# Exchange singularity correction: the Gaussian auxiliary function equals the Madelung constant

Exact exchange on a finite k-mesh contains one divergent term. A common cure adds and subtracts an auxiliary function with the same divergence (Gygi and Baldereschi, 1986), and the Gaussian form of Massidda, Posternak and Baldereschi (1993) works for any lattice. Another cure inserts the Madelung constant of the supercell that the mesh represents. This page shows that the two are the same number up to an exponentially small real-space sum.

## Conventions and premises

Hartree atomic units are used ($\hbar=m_e=e^2/4\pi\varepsilon_0=1$); the example converts to eV and Å.

1. **Mesh.** The primitive cell has vectors $\mathbf a_i$ and volume $\Omega$. The mesh is uniform, $N_1\times N_2\times N_3$, with $N_k=N_1N_2N_3$ points. Whether or not it is shifted, the differences $\mathbf q=\mathbf k-\mathbf k'$ form the Γ-centred mesh. The vectors $\mathbf Q=\mathbf q+\mathbf G$ therefore run over the reciprocal lattice of the supercell with vectors $N_i\mathbf a_i$, lattice points $\mathbf R$ and volume $V=N_k\Omega$. A prime on a sum omits $\mathbf Q=0$ or $\mathbf R=0$.
2. **Electrons.** The system is a closed-shell insulator with $N_{\rm occ}$ doubly occupied bands. The periodic parts $u_{n\mathbf k}$ are normalised in $\Omega$, obey $u_{n,\mathbf k-\mathbf G}=e^{i\mathbf G\cdot\mathbf r}u_{n\mathbf k}$, and are regarded as given functions of $\mathbf k$.
3. **Kernel.** The interaction is the bare $1/r$, with transform $4\pi/Q^2$, periodic in three dimensions.

## Step 1: where the divergence sits

The Fourier component of the pair density $\psi^*_{m,\mathbf k-\mathbf Q}\psi_{n\mathbf k}$ at $\mathbf Q$ is $\langle u_{m,\mathbf k-\mathbf Q}|u_{n\mathbf k}\rangle$. Define

$$P_{n\mathbf k}(\mathbf Q)=\sum_{m\in{\rm occ}}|\langle u_{m,\mathbf k-\mathbf Q}|u_{n\mathbf k}\rangle|^2 .$$

The diagonal element of the exchange operator and the exchange energy per primitive cell are, on the mesh,

$$\Sigma^x_{n\mathbf k}=-\frac{4\pi}{V}\sum_{\mathbf Q}\frac{P_{n\mathbf k}(\mathbf Q)}{Q^2},\qquad E_x=\frac1{N_k}\sum_{\mathbf k}\sum_{n\in{\rm occ}}\Sigma^x_{n\mathbf k}.$$

In $E_x$ the factor $\tfrac12$ for pair counting cancels the factor 2 for spin. Orthonormality at one $\mathbf k$ gives $P(0)=1$ for an occupied state and $P(0)=0$ for an empty one, so the $\mathbf Q=0$ term of an occupied state is infinite. The quantity the mesh is meant to approximate is the dense-mesh limit $V^{-1}\sum_{\mathbf Q}\to\int d^3Q/(2\pi)^3$,

$$I=\int\frac{d^3Q}{(2\pi)^3}\frac{4\pi P(\mathbf Q)}{Q^2},$$

which is finite because $d^3Q=Q^2dQ\,d\hat{\mathbf Q}$ cancels the pole.

## Step 2: the Gaussian auxiliary function

Take $F(\mathbf q)=\sum_{\mathbf G}e^{-\alpha|\mathbf q+\mathbf G|^2}/|\mathbf q+\mathbf G|^2$ with $\alpha>0$ (a squared length). It is periodic in $\mathbf q$, diverges as $1/q^2$, and its zone integral unfolds into an integral of $e^{-\alpha Q^2}/Q^2$ over all space. For an occupied state,

$$I=\int\frac{d^3Q}{(2\pi)^3}4\pi\frac{P-e^{-\alpha Q^2}}{Q^2}+\int\frac{d^3Q}{(2\pi)^3}\frac{4\pi e^{-\alpha Q^2}}{Q^2}.$$

The second integral is elementary:

$$\frac{(4\pi)^2}{(2\pi)^3}\int_0^\infty e^{-\alpha Q^2}dQ=\frac2\pi\cdot\frac12\sqrt{\frac\pi\alpha}=\frac1{\sqrt{\pi\alpha}}.$$

The first integrand is bounded and goes on the mesh, including the point $\mathbf Q=0$. In an insulator the occupied projector is analytic in $\mathbf k$, so $P$ is smooth. Since $P\le1$ with equality at the origin, it has no linear term: $P=1-\mathbf Q\cdot M\mathbf Q+\dots$ with $M$ positive semidefinite. Hence

$$\frac{P-e^{-\alpha Q^2}}{Q^2}\to\alpha-\hat{\mathbf Q}\cdot M\hat{\mathbf Q}.$$

The piece $\alpha$ belongs to the auxiliary function and is known exactly, so it is kept. The piece $M$ needs derivatives of the orbitals and is dropped here; Step 6 gives its size. Collecting terms,

$$I\simeq\frac{4\pi}{V}{\sum_{\mathbf Q}}'\frac{P(\mathbf Q)}{Q^2}+\chi(\alpha),$$

$$\boxed{\chi(\alpha)=\frac1{\sqrt{\pi\alpha}}-S(\alpha)+\frac{4\pi\alpha}{V},\qquad S(\alpha)=\frac{4\pi}{V}{\sum_{\mathbf Q}}'\frac{e^{-\alpha Q^2}}{Q^2}}$$

No orbital enters $\chi$. Relative to omitting the $\mathbf Q=0$ term, every occupied $\Sigma^x$ moves by $-\chi$ and $E_x$ by $-N_{\rm occ}\chi$, that is $-\chi/2$ per electron. As an operator the correction is $-\chi\hat P_{\rm occ}$. It has no element between occupied and empty states, so a self-consistent solution stays self-consistent with the same orbitals, and the gap opens by exactly $\chi$ times the fraction of exact exchange.

## Step 3: the Madelung constant

Place a unit point charge on every $\mathbf R$ in a uniform neutralising background. The periodic potential with zero cell average obeys $\nabla^2\phi=-4\pi[\sum_{\mathbf R}\delta(\mathbf r-\mathbf R)-1/V]$, and its Fourier coefficients are $4\pi/(VQ^2)$ for $\mathbf Q\ne0$ and zero for $\mathbf Q=0$. Define

$$v_M=-\lim_{r\to0}\left[\phi(\mathbf r)-\frac1r\right].$$

With this sign $v_M$ is positive for compact cells; a cube of edge $L$ has $v_M=2.8373/L$, computed from the result of Step 4. The definition contains no $\alpha$.

## Step 4: Ewald splitting gives the identity

**(a) Transform of the pieces.** Write $e^{-\alpha Q^2}/Q^2=\int_\alpha^\infty e^{-tQ^2}dt$ and $(1-e^{-\alpha Q^2})/Q^2=\int_0^\alpha e^{-tQ^2}dt$. The inverse transform of $e^{-tQ^2}$ is $(4\pi t)^{-3/2}e^{-r^2/4t}$. Substitute $u=r/2\sqrt t$, so that $dt=-r^2du/2u^3$ and $(4\pi t)^{-3/2}=u^3/\pi^{3/2}r^3$:

$$4\pi\int_0^\alpha\frac{e^{-r^2/4t}}{(4\pi t)^{3/2}}dt=\frac{2}{\sqrt\pi\,r}\int_{r/2\sqrt\alpha}^\infty e^{-u^2}du=\frac{{\rm erfc}(r/2\sqrt\alpha)}{r}.$$

Thus ${\rm erfc}(r/2\sqrt\alpha)/r$ has the transform $4\pi(1-e^{-\alpha Q^2})/Q^2$, whose value at $\mathbf Q=0$ is $4\pi\alpha$.

**(b) Periodic sum.** The function $s(\mathbf r)=\sum_{\mathbf R}{\rm erfc}(|\mathbf r-\mathbf R|/2\sqrt\alpha)/|\mathbf r-\mathbf R|$ converges absolutely away from the lattice points, and its Fourier coefficients are $1/V$ times the transform in (a). Consider

$$\frac{4\pi}{V}{\sum_{\mathbf Q}}'\frac{e^{-\alpha Q^2}}{Q^2}e^{i\mathbf Q\cdot\mathbf r}+s(\mathbf r)-\frac{4\pi\alpha}{V}.$$

For $\mathbf Q\neq0$ its coefficient is $(4\pi/VQ^2)[e^{-\alpha Q^2}+1-e^{-\alpha Q^2}]=4\pi/VQ^2$. For $\mathbf Q=0$ it is $4\pi\alpha/V-4\pi\alpha/V=0$. All coefficients match those of $\phi$, so this expression is $\phi(\mathbf r)$ for every $\alpha>0$. It is Ewald's formula with the splitting parameter $\eta=1/2\sqrt\alpha$.

**(c) Limit $r\to0$.** The $\mathbf R=0$ term minus $1/r$ is $-{\rm erf}(r/2\sqrt\alpha)/r$, and ${\rm erf}\,x\to2x/\sqrt\pi$ turns it into $-1/\sqrt{\pi\alpha}$. All other terms are continuous at the origin:

$$-v_M=S(\alpha)+{\sum_{\mathbf R}}'\frac{{\rm erfc}(R/2\sqrt\alpha)}{R}-\frac{4\pi\alpha}{V}-\frac1{\sqrt{\pi\alpha}}.$$

The first, third and fourth terms on the right add up to $-\chi(\alpha)$. Therefore

$$\boxed{\chi(\alpha)=v_M+\Delta(\alpha),\qquad\Delta(\alpha)={\sum_{\mathbf R}}'\frac{{\rm erfc}(R/2\sqrt\alpha)}{R}}$$

The identity is exact for every lattice and every $\alpha>0$. The vectors $\mathbf R$ are those of the supercell, not of the primitive cell.

## Step 5: independence of $\alpha$

Differentiate the definition of $\chi$ term by term, which the uniform convergence of $S$ for $\alpha$ bounded away from zero allows. With $1/(2\sqrt\pi\alpha^{3/2})=4\pi(4\pi\alpha)^{-3/2}$,

$$\frac{d\chi}{d\alpha}=-\frac{4\pi}{(4\pi\alpha)^{3/2}}+\frac{4\pi}{V}{\sum_{\mathbf Q}}'e^{-\alpha Q^2}+\frac{4\pi}{V}.$$

The last term is the missing $\mathbf Q=0$ member of the sum. Poisson summation applies to the completed sum, $V^{-1}\sum_{\mathbf Q}e^{-\alpha Q^2}=\sum_{\mathbf R}(4\pi\alpha)^{-3/2}e^{-R^2/4\alpha}$, and its $\mathbf R=0$ member cancels the first term:

$$\frac{d\chi}{d\alpha}=\frac{4\pi}{(4\pi\alpha)^{3/2}}{\sum_{\mathbf R}}'e^{-R^2/4\alpha}>0 .$$

By the integral in Step 4(a) this is $d\Delta/d\alpha$, which confirms the identity by a second route. Three things follow.

- $\chi$ rises monotonically from $\chi(0^+)=v_M$.
- Because ${\rm erfc}\,x<e^{-x^2}/(x\sqrt\pi)$, a shell of $z$ vectors of length $R$ contributes less than $2z\sqrt{\alpha/\pi}\,e^{-R^2/4\alpha}/R^2$. For $\alpha\ll R_{\min}^2/4$ the shortest supercell vector dominates, and $\Delta$ vanishes faster than any power of $\alpha$.
- Without the term $4\pi\alpha/V$ there is no plateau: the correction drifts as $v_M-4\pi\alpha/V$.

## Step 6: what both forms leave out

Let $p(\mathbf r)$ be the inverse transform of $P$, which decays exponentially in an insulator. Then $I=\int p/r\,d^3r$, while the mesh sum without $\mathbf Q=0$ is $\int p\,\phi\,d^3r$, because $\phi$ is even and has exactly the coefficients $4\pi/VQ^2$. Near the origin

$$\phi=\frac1r-v_M+\tfrac12\mathbf r\cdot W\mathbf r+O(r^4),\qquad{\rm tr}\,W=\frac{4\pi}{V},$$

where the trace follows from Poisson's equation for the background and odd orders vanish by inversion. The expansion of $P$ fixes the moments, $\int p=1$ and $\int p\,r_\mu r_\nu=2M_{\mu\nu}$, so

$$I=\frac{4\pi}{V}{\sum_{\mathbf Q}}'\frac{P}{Q^2}+v_M-{\rm tr}(WM)+O(L^{-5}),$$

with $L$ the linear size of a supercell of fixed shape. The Madelung term removes the $1/L$ quadrature error, and a $1/L^3$ error remains. For a cubic supercell $W=(4\pi/3V)\mathbb 1$ and the remainder is $(4\pi/V)\,{\rm tr}M/3$, the angular mean of the piece dropped in Step 2. The model $P=e^{-\mu Q^2}$ tests the sign: there $I-S(\mu)=\chi(\mu)-4\pi\mu/V=v_M-4\pi\mu/V+\Delta(\mu)$. The remainder has the same form as $4\pi\alpha/V$, with $M$ in place of $\alpha$, so it needs an estimate.

For a local potential, first-order $\mathbf k\cdot\mathbf p$ theory and completeness give, with $c$ running over empty bands,

$$M^{n\mathbf k}_{\mu\mu}=\sum_c\frac{|p^\mu_{cn}|^2}{(\varepsilon_c-\varepsilon_n)^2}\le\frac1{2E_g}\sum_c\frac{2|p^\mu_{cn}|^2}{\varepsilon_c-\varepsilon_n},$$

where $E_g$ is the smallest direct gap. Second-order theory gives $\partial^2_{k_\mu}\varepsilon_n=1-\sum_{m\ne n}2|p^\mu_{mn}|^2/(\varepsilon_m-\varepsilon_n)$. Summed over occupied $n$, the occupied–occupied terms cancel in pairs. Averaged over the zone, the second derivative of the smooth periodic function $\sum_n\varepsilon_n$ vanishes. The right-hand sum therefore averages to 1 per occupied orbital, and

$$\bar M_{\mu\mu}\le\frac1{2E_g}\quad\left(=\frac{\hbar^2}{2m_eE_g}\right).$$

An isolated harmonic oscillator saturates the bound: $|\langle0|e^{iqx}|0\rangle|^2=e^{-q^2/2\omega}$ and $E_g=\omega$. The bound holds for the average over occupied orbitals, not for a single band. Non-local pseudopotentials and exchange modify the sum rule, and the bound is then an estimate of scale.

## Range of validity

- **The identity** $\chi=v_M+\Delta$ needs only premises 1 and 3. If exchange is evaluated on a coarser q-mesh, $V$ and $\mathbf R$ belong to that mesh. For a $\mathbf k$ off the mesh the vectors $\mathbf Q$ form a shifted lattice and this $\chi$ does not apply.
- **Window for $\alpha$.** A sum cut at $Q_c$ misses about $(2/\pi)\int_{Q_c}^\infty e^{-\alpha Q^2}dQ={\rm erfc}(Q_c\sqrt\alpha)/\sqrt{\pi\alpha}$. Asking both erfc arguments to exceed 4, where ${\rm erfc}\,4=1.5\times10^{-8}$, gives $16/Q_c^2<\alpha<R_{\min}^2/64$.
- **Use as a correction** needs an exchange hole small against $R_{\min}$, since the expansion of $\phi$ stops converging at the nearest image. In metals $P$ is discontinuous at the Fermi surface, $p$ decays as a power, and Step 6 fails although the identity stands.
- **Shape.** $v_M$ depends on the supercell shape and need not be positive. In an $L\times L\times L_z$ supercell the vectors $\mathbf Q$ along $z$ contribute, before Gaussian damping, $(4\pi/V)\,2\sum_{n\ge1}(L_z/2\pi n)^2=\pi L_z/3L^2$ to $S$. At fixed $\alpha$ and $L$ the damping removes only a bounded amount, the other terms of $S$ are positive and $v_M<\chi$, so $v_M\to-\infty$ as $L_z$ grows.
- **Other kernels.** A short-range kernel ${\rm erfc}(\omega r)/r$ has the finite limit $\pi/\omega^2$ at $\mathbf Q=0$, by Step 4(a) with $\alpha=1/4\omega^2$, and needs no such correction.

## Example: rutile SnO₂ on a 4×4×6 mesh

The inputs are the room-temperature lattice constants $a=4.73735$ Å and $c=3.1864$ Å (compiled values, Hiroi 2015) and $e^2/4\pi\varepsilon_0=14.39965$ eV Å. Then $\Omega=a^2c=71.5107$ Å³. The mesh is denser along the long reciprocal axis $c^*$, and the supercell $18.9494\times18.9494\times19.1184$ Å³ is almost cubic, with $V=96\,\Omega=6865.03$ Å³. All entries below are in eV and rounded separately.

| $\alpha$ (Å²) | $1/\sqrt{\pi\alpha}$ | $S$ | $4\pi\alpha/V$ | $\chi$ | $\Delta$ |
|---|---|---|---|---|---|
| 1 | 8.1241 | 6.0009 | 0.0264 | 2.1496 | $<10^{-30}$ |
| 9 | 2.7080 | 0.7956 | 0.2372 | 2.1497 | $3.4\times10^{-5}$ |
| 16 | 2.0310 | 0.2996 | 0.4217 | 2.1532 | $3.56\times10^{-3}$ |
| 25 | 1.6248 | 0.1005 | 0.6590 | 2.1833 | $3.37\times10^{-2}$ |

The separate terms change by large factors, while $\chi-\Delta=v_M=2.1496$ eV in every row. In reduced form $v_MV^{1/3}=2.8372$ with $V^{1/3}=19.006$ Å, next to 2.8373 for the cube.

A 4×4×4 mesh gives the flattened supercell $L_z=12.7456$ Å with $V^{1/3}=16.603$ Å. There $v_M=2.3264$ eV and $v_MV^{1/3}=2.6824$. The cubic constant would give 2.4608 eV, too high by 0.134 eV. The plateau also shortens: at $\alpha=9$ Å² the two neighbours along $c$ raise $\Delta$ to $6.0\times10^{-3}$ eV. With an illustrative cutoff $\hbar^2Q_c^2/2m_e=500$ eV on the sum and $\hbar^2/2m_e=3.810$ eV Å², the window runs from 0.12 Å² to 5.61 Å² for 4×4×6 and to 2.54 Å² for 4×4×4.

On the 4×4×6 mesh the correction lowers the full exchange energy by 1.07 eV per electron. In PBE0, with one quarter exact exchange, it opens the gap by 0.54 eV relative to dropping the $\mathbf Q=0$ term, which is 14 % of the Γ–Γ gap of 3.73 eV (compiled value, Miglio 2020). These shifts are properties of the lattice and the chosen mesh, a repair of the quadrature, and not properties of the material.

The remainder of Step 6 limits what they mean. Taking 3.73 eV for $E_g$ gives $\bar M_{\mu\mu}\lesssim1.02$ Å², and with $W$ nearly isotropic in this nearly cubic supercell the model bound is ${\rm tr}(W\bar M)\lesssim0.027$ eV per occupied orbital at full exchange. This equals in scale the $4\pi\alpha/V$ term at $\alpha=1$ Å². The bound is loose for SnO₂, where the Γ–Γ transition is dipole-forbidden and the oscillator strength lies much higher. The same sums give a closer estimate. Let $f=2|p^\mu_{cn}|^2/E$ with $E=\varepsilon_c-\varepsilon_n$, averaged over occupied orbitals and the zone. Then $\sum f=1$, $\bar M_{\mu\mu}=\sum f/2E$ and, for independent particles without local fields, $\varepsilon_\infty-1=\omega_p^2\sum f/E^2$, where $\omega_p^2=4\pi n$ and $n=2N_{\rm occ}/\Omega$. The Cauchy–Schwarz inequality gives $\bar M_{\mu\mu}\le\sqrt{\varepsilon_\infty-1}/2\omega_p$, which is the earlier bound with the mean gap $\omega_p/\sqrt{\varepsilon_\infty-1}$ in place of $E_g$. The 32 valence electrons per cell give $\hbar\omega_p=24.8$ eV. With $\varepsilon_\infty\approx4$, a typical value for SnO₂ and not a measurement cited here, the mean gap is about 14 eV, $\bar M_{\mu\mu}\lesssim0.27$ Å² and ${\rm tr}(W\bar M)\lesssim0.007$ eV. The smallest-gap bound thus overestimates the remainder by a factor of roughly 4 or more. The table fixes $\chi$ as a lattice sum to four decimals, while in this model the corrected exchange per orbital keeps a remainder of the order of a few meV on this mesh, which falls as $1/N_k$ at fixed supercell shape.